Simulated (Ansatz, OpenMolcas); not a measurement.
CH3Al (SMILES C[Al]): methods side by side

CH3Al has 5 atoms, charge 0, and is taken as a singlet. SMILES: `C[Al]`. Geometry: relaxed at PBE0-D4/def2-TZVP.

Quantity: the HOMO–LUMO gap, in eV. The values are calculated.

| level | kind | program | value (eV) | CPU time |
| --- | --- | --- | --- | --- |
| HF/cc-pVTZ | Hartree–Fock | Ansatz | 8.80 | 1.6 s |
| SVWN5/cc-pVTZ | LDA | OpenMolcas | 2.51 | 33 s |
| BLYP/cc-pVTZ | GGA | OpenMolcas | 2.56 | 48 s |
| r2SCAN/cc-pVTZ | meta-GGA | OpenMolcas | 2.88 | 64 s |
| M06-2X/cc-pVTZ | hybrid meta-GGA | OpenMolcas | 5.84 | 44 s |
| CAM-B3LYP/cc-pVTZ | range-separated hybrid | Ansatz | 6.39 | 3.1 s |
| PBE-QIDH/cc-pVTZ | double hybrid | Ansatz | 7.03 | 3.8 s |

The values span 2.51 to 8.80 eV. Orbital gaps aren't excitation energies, and those of double hybrids come from the SCF part alone; they tend to grow with the share of exact exchange. Times are those of the runs behind each value, whatever else they computed, on shared processors of several kinds: orders of magnitude only.

All the methods give CH3Al a clear gap between filled and empty orbitals, but its size depends mainly on the treatment of exchange. The three semilocal functionals lie close together, from 2.51 to 2.88 eV, while the next value up is 5.84 eV with M06-2X. This jump probably arises because Hartree–Fock exchange leaves the empty orbitals feeling the repulsion of all the electrons, whereas a semilocal potential treats filled and empty orbitals alike.

The gap itself fits the usual picture of monovalent aluminium. The HOMO is probably the aluminium lone pair, largely 3s in character and pointing away from the methyl group, and the LUMO one of the nearly pure 3p orbitals perpendicular to the C–Al bond. Methyl can feed these only weakly through hyperconjugation, so they remain low and available, which suggests a molecule that can act as both donor and acceptor at the same atom. Whether the singlet lies below the triplet doesn't follow from these gaps.
